Q: We move boron's fifth electron out of 2p into ever larger orbitals and finally remove it. I would like one curve for what this does to the 2s electrons left behind: their level, and the small difference between the two spins. Does distance alone give such a curve, and which orbitals fall off it?

A: The rows are spin-polarised LDA results for a spherical atom, and they describe different states. The 2p row is the ground state. The nine other neutral rows are excited states with fixed occupations, 2p empty and one spin-up electron in a Rydberg orbital. B⁺ is the limit in which that electron is gone, and its zero gap follows from the closed shell.

Spherical all-electron Kohn-Sham calculations for the B atom and B⁺ with Quantum ESPRESSO ld1.x 7.5, using spin-polarised LDA (Slater exchange, Perdew-Zunger correlation), scalar relativity and a point nucleus. Eigenvalues are negative for bound levels, and the density in the last column is in electrons/bohr³.

| species | Z | charge (e) | electrons | configuration | eigenvalue (2s up) (eV) | eigenvalue (2s down) (eV) | mean radius (2s up) (bohr) | mean radius (2s down) (bohr) | ε(2s down) − ε(2s up) (eV) | radius at density 0.001 (bohr) |
| --- | --- | --- | --- | --- | --- | --- | --- | --- | --- | --- |
| B | 5 | 0 | 5 | [He] 2s2 (2p up)1 | -9.7826 | -8.7349 | 1.9493 | 1.9936 | 1.0477 | 3.9099 |
| B | 5 | 0 | 5 | [He] 2s2 (4s up)1 | -16.958 | -16.922 | 1.7967 | 1.7949 | 0.0364 | 3.4410 |
| B | 5 | 0 | 5 | [He] 2s2 (4f up)1 | -17.687 | -17.687 | 1.7877 | 1.7877 | 0.0001 | 3.3413 |
| B | 5 | 0 | 5 | [He] 2s2 (5p up)1 | -18.050 | -18.035 | 1.7915 | 1.7910 | 0.0149 | 3.3699 |
| B | 5 | 0 | 5 | [He] 2s2 (5d up)1 | -18.137 | -18.123 | 1.7922 | 1.7904 | 0.0141 | 3.3874 |
| B | 5 | 0 | 5 | [He] 2s2 (6s up)1 | -18.411 | -18.403 | 1.7896 | 1.7891 | 0.0085 | 3.3625 |
| B | 5 | 0 | 5 | [He] 2s2 (6p up)1 | -18.483 | -18.474 | 1.7898 | 1.7894 | 0.0084 | 3.3575 |
| B | 5 | 0 | 5 | [He] 2s2 (6d up)1 | -18.527 | -18.519 | 1.7903 | 1.7892 | 0.0088 | 3.3683 |
| B | 5 | 0 | 5 | [He] 2s2 (7s up)1 | -18.694 | -18.689 | 1.7887 | 1.7884 | 0.0050 | 3.3535 |
| B | 5 | 0 | 5 | [He] 2s2 (7d up)1 | -18.764 | -18.758 | 1.7892 | 1.7886 | 0.0057 | 3.3580 |
| B+ | 5 | 1 | 4 | [He] 2s2 | -19.417 | -19.417 | 1.7874 | 1.7874 | 0.0000 | 3.3407 |

Here $\varepsilon$ is a Kohn-Sham eigenvalue, "up" is the spin of the outer electron, and the gap is $\varepsilon(2s\ \text{down}) - \varepsilon(2s\ \text{up})$. The mean radius is $\langle r\rangle$ of the 2s orbital, and the last column is the radius at which the total density has fallen to 0.001 atomic units.

The level and the gap need separate curves, and they are broken by different rows. The level falls steadily down the table from the 2p row to $-19.417$ eV in B⁺, and 4f is the row that follows the simple rule best. The gap follows a smooth law within about 20 % for the eight s, p and d Rydberg rows, and there 4f is the worst offender, lying more than a hundred times too low. The 2p row departs from both rules.

Q: Take the level first. What is the simple rule?

A: It is the electrostatics of a hollow charged shell. A spherical shell of charge $-1$ at radius $r$ produces no field inside itself and raises the potential energy of an electron there by the constant $1/r$ in atomic units. An outer electron that stays wholly outside the B⁺ core is a stack of such shells, so every core level rises by the average,

$$\bar\varepsilon(2s) = \varepsilon(2s,\mathrm{B}^+) + \langle 1/r\rangle ,$$

where $\bar\varepsilon$ is the mean of the up and down levels and $\langle 1/r\rangle$ belongs to the outer orbital of the same calculation. Nothing is fitted. For 4f, $\langle 1/r\rangle$ amounts to 1.732 eV, which gives $-19.417 + 1.732 = -17.685$ eV against the computed $-17.687$ eV. The miss of 0.002 eV is twice the rounding of the table. A constant potential exerts no force, so the core should also keep its shape, and the 2s radius of the 4f row is within 0.0003 bohr of that in B⁺.

The analogy is exact only for charge that lies outside the core. It contains no spin, and it assumes a rigid core. Every other neutral row rises less than the shell predicts. Relative to $\langle 1/r\rangle$, the shortfall is 2.9 to 3.7 % in the d rows, 6.5 and 7.8 % in the two Rydberg p rows, 5.6 to 11.2 % in the s rows and 38.8 % for 2p.

Q: Why is the miss always in the same direction?

A: Charge that lies inside the radius of a 2s electron acts on it as if it sat at the nucleus. The repulsion is then $1/r_{2s}$, which is smaller than the $1/r$ that the shell formula credits to that charge. The correct average is the Slater integral $F^0 = \langle 1/r_>\rangle$, with $r_>$ the larger of the two radii, and it can never exceed $\langle 1/r\rangle$.

Two rows allow this to be checked with the calculation's own orbitals. For 5p, $F^0$ with 2s is 1.413 eV against $\langle 1/r\rangle = 1.490$ eV, and the difference of 0.077 eV covers two thirds of the 0.116 eV shortfall. For 6d the same difference is 0.005 eV out of 0.031 eV, under a fifth. Exchange and correlation add to this. The up level falls by the gap more than the down level does, which takes half the gap off the mean, 0.007 eV for 5p and 0.004 eV for 6d. This is a floor, since in LDA correlation with the added density lowers the down level too, by an amount comparable with the gap.

That leaves 0.031 eV and 0.021 eV, so in 6d most of the shortfall is unexplained by these two terms. The table shows that the core swells, by 0.0038 bohr in the 2s radius for 5p and 0.0023 bohr for 6d. A swollen core has less repulsion among its own electrons, which lowers the level, so the sign is right. The remainder is this relaxation together with the correlation shift of the down level, and the table does not separate the two.

Q: Now the gap. The 4f electron sits at 17 bohr and the 7d electron at 61 bohr, yet 7d splits the 2s level more. What law do you set that against?

A: The gap requires spin density where the 2s electrons are. In LDA the exchange potential for spin $\sigma$ is $v_\sigma = -(6 n_\sigma/\pi)^{1/3}$, with $n_\sigma$ the local density of that spin. Adding the small density $m(r)$ of the outer electron to $n_\uparrow$ changes $v_\uparrow$ by $-\tfrac13 (6/\pi)^{1/3} n_\uparrow^{-2/3} m$, and the exchange part of the gap is, to first order, minus the average of this over the 2s orbital. It is proportional to $m$ wherever $m$ is small beside $n_\uparrow$, with a weight that decays only about as $n_\uparrow^{1/3}$, so the fringe of the core counts while the distant part of the outer orbital does not. The expansion fails where $m$ rivals the core density, which matters little for the penetrating Rydberg orbitals and much for 4f. The Hartree-Fock counterpart for a spherically averaged $nl$ electron is the exchange integral $G^l/(2l+1)$. With the LDA orbitals this gives 0.0138 eV for 5p and 0.0079 eV for 6d, which is 7 % and 10 % below the computed gaps of 0.0149 and 0.0088 eV. The agreement shows that gap and exchange integral both follow the overlap of the outer electron with 2s, but it does not make the LDA gap a pure exchange quantity. LDA exchange alone splits the levels by considerably more than the computed gap, and correlation, which pulls the down level lower as well, cancels a large part of that. The closeness to $G^l/(2l+1)$ rests on two rows and should not be carried to 2p or 4f.

The scaling of $m$ follows from a standard Rydberg argument. In the core the potential is many electronvolts deep and the binding energy of the outer electron hardly matters, so the inner part of the orbital has the same shape for all $n$ of a given $l$ and only its amplitude changes. Classically, the electron spends a fixed time in the core per orbit, while the period of a Coulomb orbit with effective quantum number $\nu$ grows as $\nu^3$. Hence

$$\text{gap} = C\,\nu^{-3}, \qquad \nu^{-2} = \langle 1/r\rangle \ \text{(in bohr}^{-1}).$$

The second relation is exact for hydrogen and a proxy here. I take $\nu$ from the size of the orbital because the outer eigenvalue is spoiled by self-interaction: LDA lets the electron repel itself, and the 4f eigenvalue is $-0.466$ eV where hydrogen has $-13.6/16 = -0.85$ eV.

The geometric mean of $\text{gap}\times\nu^3$ over the eight s, p and d Rydberg rows is $C = 1.21$ eV. For 7d, which is in the fit, $\langle 1/r\rangle$ is 0.676 eV, or $0.676/27.21 = 0.0248$ bohr⁻¹, so $\nu = 6.35$, $\nu^3 = 256$ and the gap is $1.21/256 = 0.0047$ eV against 0.0057 eV in the table. That is the worst of the eight, with a ratio of computed to model gap of 1.21, and the lowest ratio is 0.87 for 7s. For 4f, which is outside the fit, $\nu = 3.96$ and the law gives 0.019 eV. The table has 0.0001 eV, a single digit, and the finer eigenvalues of that run give $0.00014 \pm 0.00001$ eV. The 4f gap is about 140 times below the law and about 40 times below that of 7d.

Q: What keeps 4f out when 5d evidently gets in?

A: The centrifugal barrier does, and its position can be worked out. For an electron with energy $-1/(2\nu^2)$ in the field of a unit charge, the radial kinetic energy $1/r - l(l+1)/(2r^2) - 1/(2\nu^2)$ vanishes at the inner turning point

$$r_\text{in} = \nu^2\left[1 - \sqrt{1 - l(l+1)/\nu^2}\right],$$

which tends to $l(l+1)/2$ for large $\nu$: 1 bohr for p, 3 bohr for d and 6 bohr for f. For hydrogenic 4f the root is $\sqrt{1 - 12/16} = 1/2$ and $r_\text{in} = 8$ bohr. For hydrogenic 5d it is $25\,[1 - \sqrt{1 - 6/25}] = 3.2$ bohr. The B⁺ core reaches 3.34 bohr by the density criterion of the last column. A d electron turns round at the edge of the core, while the 4f electron turns round at more than twice the core radius and enters only with a tail that dies as $r^{l}$.

Hydrogen orbitals put a weight of order $10^{-3}$ inside 3.34 bohr for 5d and of order $10^{-4}$ or less for 4f. The ratio of the two weights is about 40, against about 100 for the computed gaps, so this crude count gives no more than the order of magnitude. The columns that were not used in either model agree with the picture. The density radius exceeds the B⁺ value by 0.0006 bohr for 4f, against 0.013 to 0.10 bohr in the other Rydberg rows. One property, the absence of penetration, makes 4f the best row for the shell rule and the worst for the gap law.

Q: The eight regular rows still scatter by 20 %. Is that noise?

A: It is far above the rounding, which is 1 % of the gap or less in these rows, and it is sorted by $l$. The s rows lie 8 to 13 % below the one-constant law, the p rows 2 to 4 % below, and the d rows 7 to 21 % above it with a steady upward drift. Straight lines through log gap against log $\langle 1/r\rangle$ have slopes 1.54 for s, 1.45 for p and 1.33 for d, where the law says 1.5.

Part of this has a known form. Near the origin a hydrogen orbital is $N r^l$ with $N^2 \propto n^{-3}\prod_{k=1}^{l}(1 - k^2/n^2)$. The product expresses that at low $n$ the turning point lies further out than its limit, and it approaches 1 from below, so high-$l$ gaps fall more slowly than $\nu^{-3}$. Putting $\nu$ for $n$ and averaging the row values within each $l$ gives $C = 1.08$ eV for s, 1.23 eV for p and 1.68 eV for d. For 7d the product is $(1 - 1/40.3)(1 - 4/40.3) = 0.878$ and the gap becomes $1.68 \times 0.878/256 = 0.0058$ eV, close to the 0.0057 eV of the table. The d rows are then met to about 1 % of the computed gap.

This refinement uses three constants for eight rows, with two rows behind the p value, and the product is derived for whole $n$ in a pure Coulomb field. The s rows, which have no such factor, keep a drift from $-2.8$ % at 4s to $+2.3$ % at 7s that exceeds their rounding. The three $n = 6$ gaps differ by less than 0.001 eV, and I would read nothing into their order.

Q: You blame penetration for both the shortfall of the level and the gap. Do the numbers tie the two together?

A: They do within each $l$. With the finer eigenvalues of the runs, the shortfall divided by the gap is 8.6 in the three s rows, 7.8 in both Rydberg p rows and 3.5 falling to 3.4 along the three d rows. A fixed inner shape with a changing amplitude would produce exactly this constancy. It is strong circumstantial evidence for a common origin, short of proof.

The difference between p and d shows where in the core the penetrating charge lies. In units of the gap, the term $\langle 1/r\rangle - F^0$ is $0.077/0.0149 \approx 5$ for 5p and $0.005/0.0088 \approx 0.6$ for 6d, while the unexplained remainder is a little over two gaps in both. The p electron reaches deep inside the 2s shell, where $1/r$ overstates the repulsion most, and the d electron overlaps only the outer flank of 2s. The 1s orbital bears this out. Its exchange integral is 0.030 eV with 5p and 0.0002 eV with 6d, and the 1s levels of the 5p row are split by 0.007 eV ($-190.299$ eV up, $-190.292$ eV down), whereas those of the d rows differ by 0.001 eV or less, with up lying above down.

Q: And 2p, the ground state of the free atom? A gap of 1 eV looks like another world beside the rest.

A: Most of that factor is the smooth law itself. With $\nu = 1.28$ the one-constant law gives 0.58 eV, and the computed 1.0477 eV is 1.8 times larger. The refined form does worse, falling 78 % below the computed gap, because its product is meaningless when $\nu$ approaches $l$. The level can be treated in the same way. A shortfall proportional to $\nu^{-3}$ is a relative shortfall proportional to $1/\nu$, and the Rydberg p rows give $7.8 \times 4.27 \approx 33$ and $6.5 \times 5.21 \approx 34$. Carried to 2p this predicts $34/1.28 \approx 27$ %, against the actual 39 %.

The cause is shell structure. The 2p orbital has a mean radius of 2.24 bohr, next to 1.95 and 1.99 bohr for the two 2s orbitals, so it lives in the core region all the time. Its binding energy is no longer small there, its density is no small perturbation, and the core responds strongly: the 2s radius grows by 0.18 bohr, some twenty times more than for 4s.

The radii show a change of sign as well. Only in the 2p row is 2s up smaller than 2s down, by 0.044 bohr. In the s, p and d Rydberg rows it is larger, by up to 0.0018 bohr in 4s and 5d, and for 4f the two are equal to the printed digits. The exchange formula argues for this. The extra attraction for up spin goes as $m\,n_\uparrow^{-2/3}$. For a Rydberg electron it grows outwards as the core density dies away, which draws the up orbital out. For 2p the spin density decays along with the valence density, the extra attraction fades outwards, and the more strongly bound up orbital contracts. At $n = 6$ the d row, whose spin density should lie furthest out in the core, has a radius difference of 0.0011 bohr against 0.0005 for s and 0.0004 for p at nearly equal gaps, as the argument requires.

Q: How would I guess another orbital, and how much of this could I hope to see in a spectrum?

A: Compare $l(l+1)/2$ bohr with the size of the core. If the turning point lies inside or at the edge, use $C\nu^{-3}$ times the product $\prod_{k=1}^{l}(1 - k^2/\nu^2)$, with the constant for that $l$; for s orbitals the product is 1. The d constant rests on $n = 5$ to 7 only. For hydrogenic 3d the turning point is $9\,[1 - \sqrt{1 - 6/9}] = 3.8$ bohr, outside the core. The table has no 3d row to show how the formula fares there, so I would not carry the d constant down to it. Along the s rows $\nu$ grows by about 0.94 per unit of $n$, so a 5s electron would have $\nu \approx 4.1$ and the model puts its gap near $1.08/4.1^3 \approx 0.016$ eV. If the turning point lies well outside, the level should follow the shell rule and the gap should collapse, for higher f orbitals to the order of the 4f value and for g orbitals lower still. For an orbital in the same principal shell as the 2s electrons the table has only 2p, which exceeds the Rydberg law.

A spectrum does not show these numbers directly. The eigenvalues are not ionisation energies. Removing a 2s electron leaves a $2s\,nl$ ion with singlet and triplet terms, whose separation comes from the same exchange integral, but a spherical calculation without spin-orbit coupling resolves neither those terms nor their fine structure.

The d rows deserve the most caution, since their turning point sits at the core edge and a small change in the potential there decides how far the orbital is drawn in. The product $n^2\langle 1/r\rangle$, which is 1 for hydrogen, is 1.02 for 4f and 1.22 to 1.23 for the d rows, while the real $nd$ levels of boron are known to be nearly hydrogenic. I suspect that LDA makes these orbitals too compact and their gaps too large, which is untested here. The agreement with $G^2/5$ cannot settle it, because that integral was evaluated with the same LDA orbital. What stays open is whether a d electron in boron really splits the 2s level as strongly as an s or p electron of the same $n$, or whether a better exchange-correlation potential would move the d rows part of the way towards 4f. Two suspects are the self-interaction of the outer electron and the LDA exchange potential of the core itself, which decays only as the cube root of the density and so reaches beyond the core edge. All the rows use plain LDA without a self-interaction correction, so they cannot say which matters more, or whether removing the self-interaction would change the d rows more than the s and p rows.
